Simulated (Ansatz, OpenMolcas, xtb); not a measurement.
## Redistribution: SiH2(SiH3)Br + SiH3Cl → SiH2(SiH3)Cl + SiH3Br

Gas-phase species: SiH2(SiH3)Br, singlet; SiH3Cl (chlorosilane) `[SiH3]Cl`, singlet; SiH2(SiH3)Cl, singlet; SiH3Br `[SiH3]Br`, singlet. The partners trade Br for Cl; both sit on Si, so the bond types are kept.

Shapes, held fixed at every level: PBE0-D4/def2-TZVP. Programs: Ansatz 0.2.0, OpenMolcas 26.06, xtb 6.7.1. A level may come from different programs for different species; with the same settings they agree closely. The zero-point and thermal change to 298 K, harmonic and unscaled (PBE0-D4/def2-TZVP), is -0.2 kJ/mol.

| level | kind | ΔH(298 K) (kJ/mol) | less CCSD(T)/def2-TZVPP |
| --- | --- | --- | --- |
| GFN2-xTB | semi-empirical | -2.1 | -4.9 |
| HF/def2-TZVPP | Hartree–Fock | +2.0 | -0.8 |
| r2SCAN-D4/def2-TZVPP | meta-GGA | +2.2 | -0.6 |
| B3LYP/6-31G* (Cartesian functions) | global hybrid | +1.5 | -1.3 |
| r2SCAN0-D4/def2-TZVPP | global hybrid | +2.3 | -0.5 |
| B2PLYP/def2-TZVPP | double hybrid | +2.3 | -0.5 |
| CCSD/def2-SVP | coupled cluster or CI | +2.6 | -0.2 |
| CCSD/def2-TZVPP | coupled cluster or CI | +2.7 | -0.1 |
| CCSD(T)/def2-TZVPP | coupled cluster or CI | +2.8 | 0.0 |

The highest level, CCSD(T)/def2-TZVPP, gives ΔH(298 K) = +2.8 kJ/mol; the levels span -2.1 to +2.8. That is about zero within the method's error. They disagree on the sign: 8 of 9 are positive. The column of differences is taken from that level and isn't an error. No measured value is set beside it here. Relativity is left out for Br. Outer-core shells of Br are correlated, in sets that cover them unevenly.

The exchange is nearly thermoneutral, because one Si–Br and one Si–Cl bond stand on each side and the large difference in their strengths cancels. What remains is only the difference in how a silyl group and a hydrogen atom on the halogen-bearing silicon affect the two bonds. Hartree–Fock already gives +2.0 kJ/mol against +2.8 kJ/mol from CCSD(T), so correlation largely cancels too. If the small positive value is real, it probably reflects bond polarity: the more electropositive silyl substituent makes the silicon slightly less favourable for the more electronegative chlorine, while the softer, more polarisable bromine is less affected. GFN2-xTB alone reverses the sign, perhaps because its parametrised description doesn't resolve so fine a substituent effect.

The results support the absence of a strong enthalpic preference for either pairing of halogen and silane, but not a firm assignment of the favoured side. They also say nothing about how readily the halogens exchange, which depends on the barrier and any catalyst.
